# The macroscopic exchange-correlation field and the $1/q^2$ kernel of an insulator

A uniform field polarises an insulator, and the periodic density alone does not record the macroscopic polarisation. This guide derives what follows for the exchange-correlation (xc) kernel if the xc energy depends on the polarisation. At each **Predict**, commit to an answer before reading on.

## 1. Conventions and premises

We use Hartree atomic units with Gaussian electrostatics, so $\varepsilon=1+4\pi\chi$ and the Coulomb kernel is $v_{\mathbf G}=4\pi/|\mathbf q+\mathbf G|^2$. The electron number density is $n$, the charge density is $-n$, and potentials are electron potential energies, so a potential $\delta v$ corresponds to a field $\boldsymbol{\mathcal E}=+\nabla\delta v$. Response matrices carry reciprocal-lattice indices: the head is $\mathbf G=\mathbf G'=0$, the wings have one index zero, the body has none.

- **P1.** The crystal is a cubic, non-magnetic insulator at zero temperature, with clamped nuclei, in static linear response.
- **P2.** The Kohn-Sham (KS) potential is local and the KS spectrum has a gap.
- **P3.** For slow modulations the xc energy per volume $e_{xc}$ is a twice-differentiable function of the local polarisation $\mathbf P$ and of the local lattice-periodic density components $n_{\mathbf G}$. This is the density-polarisation picture of Gonze, Ghosez and Godby (1995).

## 2. From P3 to the kernel

The induced charge is $-\nabla\cdot\mathbf P$, so the induced macroscopic density is $\delta n=\nabla\cdot\mathbf P$, or $\delta n_0=iqP$ for a longitudinal wave.

**Predict.** Keep $P$ fixed and let $q\to0$. The density $\delta n_0$ vanishes. If the xc energy still changes by a finite amount, how must $f_{xc}=\delta^2E_{xc}/\delta n\,\delta n$ behave?

Take $P=P_0\sin qx$, so $\delta n=qP_0\cos qx$, and hold the $n_{\mathbf G}$ fixed. The second-order energy per volume can be written in two ways. From the kernel it is $\tfrac12 f_{00}\,q^2P_0^2\langle\cos^2 qx\rangle=\tfrac14 f_{00}q^2P_0^2$. From P3 it is $\tfrac12 e''P_0^2\langle\sin^2 qx\rangle=\tfrac14 e''P_0^2$, with $e''=\partial^2e_{xc}/\partial P^2$. Equating them gives

$$f_{00}(q)\to-\frac{\alpha}{q^2},\qquad \alpha=-\frac{\partial^2 e_{xc}}{\partial P^2}.\tag{1}$$

Since $4\pi/q^2$ is the transform of $1/r$, this is a real-space tail $-\alpha/(4\pi|\mathbf r-\mathbf r'|)$. The constant $\alpha$ is dimensionless and is to be judged against $4\pi$.

The mixed derivative $\partial^2e_{xc}/\partial P\,\partial n_{\mathbf G}$ couples $\delta n_{\mathbf G}$ to $P=\delta n_0/(iq)$. The wings therefore scale as $f_{\mathbf G0}=w_{\mathbf G}/q$, and the body stays finite.

**Predict.** What field does the head produce, and with what sign?

The potential is $\delta v_{xc}=f_{00}\delta n_0=-i\alpha P/q$, and the field is $iq\,\delta v_{xc}$:

$$\mathcal E_{xc}=\alpha P.\tag{2}$$

This equals $-\partial e_{xc}/\partial P$ for $e_{xc}=-\tfrac12\alpha P^2$. The same steps with $4\pi/q^2$ give the depolarising field $-4\pi P$, which confirms the sign. In SI, $\mathcal E_{xc}=(\alpha/4\pi)P/\varepsilon_0$. This field acts on KS electrons only. A test charge does not feel it.

## 3. How the KS response scales

Second-order perturbation theory gives the static head of the KS response as

$$\chi^0_{00}(\mathbf q)=-\frac4V\sum_{vc\mathbf k}\frac{|\langle u_{c\mathbf k+\mathbf q}|u_{v\mathbf k}\rangle|^2}{\omega_{cv\mathbf k}},$$

where $V$ is the crystal volume and $\omega_{cv\mathbf k}$ the transition energy. One factor 2 counts spin. The other counts the resonant and antiresonant terms, whose sums are equal by time reversal. At $q=0$ the overlap vanishes by orthogonality. First-order $\mathbf k\cdot\mathbf p$ theory, valid by P2, gives $\mathbf q\cdot\mathbf p_{cv}/\omega_{cv}$. Hence

$$\chi^0_{00}\to-q^2\chi_s,\qquad \chi_s=\frac4V\sum_{vc\mathbf k}\frac{|\hat{\mathbf q}\cdot\mathbf p_{cv}|^2}{\omega_{cv\mathbf k}^3}.\tag{3}$$

A wing contains one such overlap and is $O(q)$; the body contains none. So $\chi^0=SXS$ with $S=\mathrm{diag}(q,1,1,\dots)$ and $X$ finite and negative definite. The inverse is $S^{-1}X^{-1}S^{-1}$, with head $h/q^2$, wings $u_{\mathbf G}/q$ and finite body $D_0$.

**Predict.** Which parts of $f_{xc}$ can alter the macroscopic response as $q\to0$?

Only those that scale like the matching block of $(\chi^0)^{-1}$: a $1/q^2$ head, $1/q$ wings and a finite body.

## 4. The dielectric constant

From $\delta n=\chi^0(\delta v_{ext}+v\,\delta n+f\,\delta n)$ and $\delta n=\chi\,\delta v_{ext}$ follows $\chi^{-1}=(\chi^0)^{-1}-v-f$. Apply only a $\mathbf G=0$ external potential. The macroscopic electrostatic potential is $\delta v_{ext}+v_0\delta n_0$, so $1/\varepsilon=1+v_0\chi_{00}$. Rearranged,

$$\frac{q^2}{\chi_{00}}=-4\pi-\frac{4\pi}{\varepsilon-1}.\tag{4}$$

To get $\chi_{00}$, write $A=\chi^{-1}$ and solve $A\,\delta n=\delta v_{ext}$. The body rows have no source, so $\delta n_b=-D^{-1}A_{b0}\,\delta n_0$, with $D=D_0-v_b-f_b$ the body of $A$. The head row then gives $1/\chi_{00}=A_{00}-A_{0b}D^{-1}A_{b0}$, that is

$$\frac{q^2}{\chi_{00}}=h-4\pi+\alpha-(u-w)^\dagger D^{-1}(u-w).\tag{5}$$

Define $\chi_{loc}$ as the susceptibility obtained from the same $\chi^0$ and the same body with $\alpha=0$ and $w=0$, and $\varepsilon_{loc}=1+4\pi\chi_{loc}$. Equations (4) and (5) give $-1/\chi_{loc}=h-u^\dagger D^{-1}u$. This quantity contains all local-field effects. Subtracting,

$$\frac{4\pi}{\varepsilon-1}=\frac1{\chi_{loc}}-\alpha_{\rm eff},\qquad \alpha_{\rm eff}=\alpha+2\,\mathrm{Re}(u^\dagger D^{-1}w)-w^\dagger D^{-1}w.\tag{6}$$

If the wings of the kernel are neglected, $\alpha_{\rm eff}=\alpha$ and

$$\boxed{\varepsilon=1+\frac{4\pi\chi_{loc}}{1-\alpha\chi_{loc}},\qquad \alpha=4\pi\left[\frac1{\varepsilon_{loc}-1}-\frac1{\varepsilon-1}\right]}\tag{7}$$

The wings dropped are those of $f$. The wings of $\chi^0$ are kept inside $\chi_{loc}$.

**Predict.** Can you reach (7) from (2) in one line?

KS electrons respond to the sum of the Maxwell field $\mathcal E$ and the xc field, $P=\chi_{loc}(\mathcal E+\alpha P)$, which solves to $P/\mathcal E=\chi_{loc}/(1-\alpha\chi_{loc})$. The same equation minimises $P^2/2\chi_{loc}-\alpha P^2/2-\mathcal EP$, so stability needs $\alpha\chi_{loc}<1$. Combining (2) and (7),

$$\frac{\mathcal E_{xc}}{\mathcal E}=\frac{\varepsilon-1}{\varepsilon_{loc}-1}-1.\tag{8}$$

## 5. Why LDA and GGA give $\alpha=0$

Let $E_{xc}=\int e(n,\mathbf g)\,d^3r$ with $\mathbf g=\nabla n$. Define the periodic functions $a=\partial^2e/\partial n^2$, $b_i=\partial^2e/\partial n\,\partial g_i$ and $c_{ij}=\partial^2e/\partial g_i\partial g_j$ at the ground-state density. The second variation is $\tfrac12\int[a\,\delta n^2+2b_i\,\delta n\,\partial_i\delta n+c_{ij}\,\partial_i\delta n\,\partial_j\delta n]$. Between plane waves $\mathbf q+\mathbf G$ and $\mathbf q+\mathbf G'$ each gradient becomes a wave vector:

$$f_{\mathbf{GG}'}=a_{\mathbf G-\mathbf G'}+i(\mathbf G'-\mathbf G)\cdot\mathbf b_{\mathbf G-\mathbf G'}+(\mathbf q+\mathbf G)_i\,c_{ij,\mathbf G-\mathbf G'}\,(\mathbf q+\mathbf G')_j.\tag{9}$$

The LDA keeps only $a$.

**Predict.** The wings in (9) are not zero. Do they matter?

Provided $a$, $\mathbf b$ and $c$ are integrable over the cell, (9) is a polynomial in $\mathbf q$ with finite coefficients. Then $\alpha=-\lim q^2f_{00}=0$ and $w=\lim q f_{\mathbf G0}=0$. These kernels act on $\varepsilon$ only through the body $D$, and by (2) they produce no macroscopic xc field. The proof uses explicit semilocal dependence on $n$. It does not cover functionals of the orbitals, such as meta-GGAs with the kinetic-energy density or hybrids.

## 6. The sign depends on the reference

Replace all transitions by one energy $\omega_s$ and ignore local fields. The f-sum rule, $(4/V)\sum|\hat{\mathbf q}\cdot\mathbf p_{cv}|^2/\omega_{cv}=n$, turns (3) into $\chi_{loc}=n/\omega_s^2$. Now raise the transition by $\Delta$, the quasiparticle gap minus the KS gap, at fixed dipole matrix element $p_{cv}/\omega_{cv}$. One energy denominator in (3) changes, so $\chi_{QP}=\chi_{loc}\,\omega_s/(\omega_s+\Delta)$.

**Predict.** If the true susceptibility were $\chi_{QP}$, what would $\alpha$ be?

From (7), $\alpha=1/\chi_{loc}-1/\chi_{QP}=-\Delta/(\omega_s\chi_{loc})$, which is negative for $\Delta>0$. In general, with $\chi=(\varepsilon-1)/4\pi$ in this line,

$$\alpha=-\frac{\Delta}{\omega_s\chi_{loc}}+\alpha_{QP},\qquad \alpha_{QP}=\frac1{\chi_{QP}}-\frac1\chi.\tag{10}$$

The term $\alpha_{QP}$ is the constant needed when the reference response is built on quasiparticle energies. Electron-hole attraction moves oscillator strength to lower energy and is expected to make it positive. A value of $\alpha$ has meaning only together with its reference.

## 7. Range of validity

1. **Reference.** Equation (6) is exact under P1 to P3 if $\chi_{loc}$ uses the exact KS $\chi^0$ and body. With an LDA or GGA value of $\varepsilon_{loc}$, the extracted number also absorbs the changes in $\chi^0$ and $D$.
2. **Wings.** They enter (6) at the same order in $q$ as the head, so no small parameter removes them. Equation (7) always returns $\alpha_{\rm eff}$. Section 8 gives a size.
3. **Clamped nuclei.** $\varepsilon$ is the electronic constant $\varepsilon_\infty$, seen at frequencies above the optical phonons and well below the absorption onset.
4. **Static limit.** Nothing here fixes the kernel near the gap.
5. **Long waves, weak fields.** $1/q$ must far exceed the lattice constant. In a non-cubic crystal $\alpha$ becomes $\hat{\mathbf q}\cdot\boldsymbol\alpha\cdot\hat{\mathbf q}$.
6. **Insulators only.** In a metal $\chi^0_{00}$ stays finite. With heads alone, $1/\varepsilon=(1-f\chi^0)/(1-(v+f)\chi^0)\to-\alpha/(4\pi-\alpha)$, so perfect screening demands $\alpha=0$.

## 8. Illustration: LiF

Compiled measured values for rock-salt LiF are $\varepsilon_\infty=1.9$ (Skone 2014), static $\varepsilon=9.036$ (Andeen 1970), LO frequency 657.121 cm$^{-1}$ (arXiv 2023), fundamental gap 14.2 eV (Wing 2021), exciton binding energy 1.6 eV (Yang 2013) and $a=4.028$ Å (NSF PAR listing). For the semilocal reference we assume $\varepsilon_{loc}=2.05$, the middle of a typical range of 2.0 to 2.1. Then $1/\chi_{loc}=12.0$.

**Predict.** Which dielectric constant belongs in (7)?

It is 1.9, which applies between the LO phonon at 0.081 eV and the exciton at $14.2-1.6=12.6$ eV. The static value includes ionic motion. It would give $+10.4$, wrongly charging the lattice polarisation to exchange and correlation. With 1.9,

$$\alpha_{\rm eff}=4\pi\left[\frac1{1.05}-\frac1{0.9}\right]=-2.0,\qquad \frac{\mathcal E_{xc}}{\mathcal E}=-0.14.$$

In this model the xc field opposes the Maxwell field: 1 MV/cm inside the crystal comes with $-0.14$ MV/cm acting on the KS electrons. The equivalent kernel tail is $+0.16/r$, to be added to the Coulomb $1/r$.

The result is a difference of two close reciprocals, and the two-figure value 1.9 spans 1.85 to 1.95. The table lists $\alpha_{\rm eff}$.

| $\varepsilon_{loc}$ (assumed) | $\varepsilon=1.85$ | $1.90$ | $1.95$ |
|---|---|---|---|
| 2.00 | $-2.2$ | $-1.4$ | $-0.7$ |
| 2.05 | $-2.8$ | $-2.0$ | $-1.3$ |
| 2.10 | $-3.4$ | $-2.5$ | $-1.8$ |

Within these ranges the sign is fixed and the size is known to less than one figure.

**Size of the wing term.** Keep a single body component with real entries and set $w=\eta u$. The wing term in (6) is then $\eta(2-\eta)u^2/D$. Inverting the $2\times2$ matrix $(\chi^0)^{-1}$ gives $-1/\chi_s=h-u^2/D_0$. Therefore $1/\chi_{loc}-1/\chi_s=u^2(1/D-1/D_0)=-(\varepsilon_b-1)u^2/D$, with $\varepsilon_b=D/D_0$. Assume for illustration $\chi_{loc}=0.9\chi_s$ and $\varepsilon_b=1.3$. The left side is $0.1\times12.0=1.2$, so $u^2/D=-4.0$. An assumed $\eta=0.3$ gives $0.51\times(-4.0)=-2.0$, as large as the whole $\alpha_{\rm eff}$. The dielectric constants do not determine $\eta$, so they cannot separate head from wings.

**Splitting by (10).** Eight valence electrons per formula unit and four units in the cube of side 7.612 bohr give $n=0.0726$ bohr$^{-3}$ and $\omega_p=\sqrt{4\pi n}=26.0$ eV. Then $\omega_s=\omega_p/\sqrt{1.05}=25.4$ eV. A typical semilocal KS gap of 9.0 eV gives $\Delta=5.2$ eV. The gap term is $-(5.2/25.4)\times12.0=-2.5$, and $\varepsilon_{QP}=1+1.05\times25.4/30.6=1.87$. This leaves $\alpha_{QP}=+0.5$, which runs from $-0.3$ to $+1.2$ across the rounding interval of 1.9. The data do not fix its sign.

**Predict.** Constants fitted on a gap-corrected reference to bind the LiF exciton are typically positive and of order 10. What static $\varepsilon_\infty$ would such a constant imply?

In the model, (7) gives $1+0.87/(1-10\times0.87/4\pi)=3.8$, twice the measured 1.9. One frequency-independent head cannot serve both purposes, and such fitted constants are not comparable with the static value found here.

For silicon, a typical $\varepsilon_\infty=11.7$ and an assumed $\varepsilon_{loc}=13$ give $\alpha_{\rm eff}=-0.13$ and $\mathcal E_{xc}/\mathcal E=-0.11$. The constant is far smaller than in the LiF model because it scales with $1/\chi_{loc}$, while the relative xc field of (8) is of similar size in the two models.